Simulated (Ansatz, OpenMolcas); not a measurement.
A ladder of methods for AlH3Cl− (SMILES [AlH3-][Cl])

AlH3Cl− has 5 atoms, charge -1, and is taken as a singlet. As SMILES, `[AlH3-][Cl]`. Geometry: a GFN2-xTB relaxation, a rough one for these elements and not checked as a minimum.

Quantity: the vertical detachment energy (to the doublet neutral), in eV. The values are calculated.

```csv
level,kind,program,value (eV),less FCI/STO-3G,CPU time (all runs)
HF/STO-3G,Hartree–Fock,Ansatz,1.58,+0.35,1.4 s
SVWN5/STO-3G,LDA,Ansatz,0.87,-0.36,5.6 s
B3LYP/STO-3G,global hybrid,Ansatz,1.48,+0.25,13 s
BHLYP/STO-3G,global hybrid,Ansatz,1.85,+0.62,13 s
r2SCAN0/STO-3G,hybrid meta-GGA,Ansatz,1.64,+0.41,29 s
wB97X/STO-3G,range-separated hybrid,Ansatz,1.96,+0.73,84 s
CCSD(T)/STO-3G,coupled cluster or CI,Ansatz,1.25,+0.02,2.3 s
CCSDT(Q)/STO-3G,coupled cluster or CI,Ansatz,1.23,0.00,4 s
"FCI/STO-3G, open shells restricted",exact in the basis,OpenMolcas,1.23,0.00,24 s
```

FCI/STO-3G, open shells restricted is exact within its basis and frozen core, so for wave-function methods in that basis the difference is their error; functionals converge differently with the basis, so for them it is only a difference. Sets without diffuse functions describe the anion poorly. The values span 0.87 to 1.96 eV. All rows use very small basis sets, so even the best lies far from the true value. Times are those of the runs behind each value, whatever else they computed, on shared processors of several kinds: orders of magnitude only.

Every method leaves the electron vertically bound, as expected for a closed-shell adduct in which chloride donates a lone pair to electron-deficient AlH3. The electron leaves an occupied valence level, probably of mixed Cl 3p and Al–H bonding character, rather than a weakly held extra orbital.

Hartree–Fock lies 0.35 eV above the exact result in the basis, so correlation lowers the detachment energy. This reverses the usual pattern, in which the anion, with one more electron pair, gains more from correlation; the likely cause is that a minimal basis has almost no empty chlorine functions with which to correlate the lone pairs. CCSD(T) recovers nearly all of the shift, which suggests that neither state has strong multireference character at this geometry.

Among the functionals, the value rises from LDA through the global hybrids to wB97X, broadly following the share of exact exchange, though Hartree–Fock itself breaks that order. B3LYP's relative closeness to FCI is no evidence of its accuracy for this anion. Nor do vertical energies establish stability against loss of chloride.
